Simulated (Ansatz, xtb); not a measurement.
**Two isomers of C2H9BGeS**

Structure a: `CS[BH][GeH2][CH3]`, a singlet. Structure b: `CSB[CH2][GeH3]`, a singlet. Both are isolated molecules in the gas phase, relaxed with r2SCAN-D4/def2-SVP; the shapes shown needn't be the lowest conformers.

a (Å):

```xyz
14

C    -0.4063   -1.3653   -1.1916
C    -0.4319    2.2656    0.7815
B     1.4835   -0.4341    0.7830
Ge    1.2233    1.4779    0.0623
S     0.6604   -1.8792    0.2006
H     0.1993   -0.9472   -2.0067
H    -1.1450   -0.6233   -0.8595
H    -0.9310   -2.2616   -1.5490
H     2.2160   -0.6747    1.7131
H     2.3983    2.3965    0.4524
H     1.1221    1.5089   -1.4795
H    -1.3083    1.6637    0.4985
H    -0.5661    3.2850    0.3908
H    -0.3852    2.3136    1.8794
```

b (Å):

```xyz
14

C     2.1819   -2.5410   -0.6656
C    -1.1574   -0.3034    0.9619
B    -0.0141   -0.8647    0.0706
Ge   -0.4436    1.2139    2.0045
S     0.8622   -2.3325    0.5792
H     2.4433   -3.6071   -0.7048
H     3.0713   -1.9646   -0.3751
H     1.8319   -2.2122   -1.6527
H     0.3345   -0.3105   -0.9485
H    -1.5713   -1.0193    1.6907
H    -1.9798    0.1196    0.3607
H     0.6518    0.7206    2.9616
H    -1.5815    1.8518    2.8200
H     0.1501    2.2734    1.0627
```

**Question.** Which of the two would you expect CCSD(T)/def2-SVP + ΔMP2/def2-TZVPP electronic energies to favour?

**Answer.** Structure b; the calculation gives E(b) − E(a) = −0.158 eV.

How the difference moves with the method:

```json
{"level": "GFN2-xTB", "geometry": "GFN2-xTB", "E(b) − E(a) (eV)": "−0.136", "departure from the last row (eV)": "+0.022", "job, with rough time for the two": "optimisation, 0.6 s"}
{"level": "HF/STO-3G", "geometry": "GFN2-xTB", "E(b) − E(a) (eV)": "−0.248", "departure from the last row (eV)": "−0.090", "job, with rough time for the two": "single point, 0.4 s"}
{"level": "r2SCAN-D4/def2-SVP//GFN2-xTB", "geometry": "GFN2-xTB", "E(b) − E(a) (eV)": "−0.225", "departure from the last row (eV)": "−0.066", "job, with rough time for the two": "single point, 3.8 s"}
{"level": "r2SCAN-D4/def2-SVP", "geometry": "r2SCAN-D4/def2-SVP", "E(b) − E(a) (eV)": "−0.224", "departure from the last row (eV)": "−0.066", "job, with rough time for the two": "optimisation, 2.1 min"}
{"level": "HF/def2-SVP", "geometry": "r2SCAN-D4/def2-SVP", "E(b) − E(a) (eV)": "−0.327", "departure from the last row (eV)": "−0.169", "job, with rough time for the two": "part of the CCSD(T) run"}
{"level": "MP2/def2-SVP", "geometry": "r2SCAN-D4/def2-SVP", "E(b) − E(a) (eV)": "−0.286", "departure from the last row (eV)": "−0.128", "job, with rough time for the two": "part of the CCSD(T) run"}
{"level": "CCSD(T)/def2-SVP", "geometry": "r2SCAN-D4/def2-SVP", "E(b) − E(a) (eV)": "−0.244", "departure from the last row (eV)": "−0.086", "job, with rough time for the two": "single point"}
{"level": "CCSD(T)/def2-SVP + ΔMP2/def2-TZVPP", "geometry": "r2SCAN-D4/def2-SVP", "E(b) − E(a) (eV)": "−0.158", "departure from the last row (eV)": "", "job, with rough time for the two": "single point, 55 s"}
```

As drawn, b has 1 C–B, 1 Ge–H in place of 1 B–Ge, 1 C–H.

None of the levels shown reverses the order. The largest departure from CCSD(T)/def2-SVP + ΔMP2/def2-TZVPP is that of HF/def2-SVP, 0.169 eV. The last row adds to CCSD(T) the change of the MP2 difference between the two basis sets, here +0.086 eV.

With thermal terms from frequencies at re-optimised GFN2-xTB minima (ideal gas, soft modes damped towards free rotors, one conformer each, 298.15 K, 1 atm): the zero-point term adds −0.068 eV; ΔH is −0.231 and ΔG −0.232 eV.

The correlated steps freeze 17 core orbitals; the filled d shell of Ge is correlated, in a basis made for valence electrons. Codes used: Ansatz 0.2.0, xtb 6.7.1; the last row on 4 threads of Arm Neoverse V1 on a shared host.

The preference for b reflects a trade of bonds: a strong, short B–C bond replaces a weaker B–Ge bond, which more than repays the exchange of a C–H for a weaker Ge–H bond. Sulfur can donate a lone pair into the empty boron p orbital in both isomers, so this should largely cancel. In b the C–Ge bond also lies nearly parallel to that orbital, which suggests additional stabilisation by σ(C–Ge) hyperconjugation, the familiar β-effect of group 14 elements.

In the small basis, correlation narrows the Hartree–Fock gap, and enlarging the basis narrows it by a similar amount. r2SCAN-D4 lies close to CCSD(T) in that same basis, so its departure from the final value probably owes more to the basis than to the functional. The zero-point term reinforces the order, as expected when a stiff C–H stretch gives way to a softer Ge–H one, while entropy hardly matters. The preference is thermodynamic and says nothing about the barrier to interconversion.
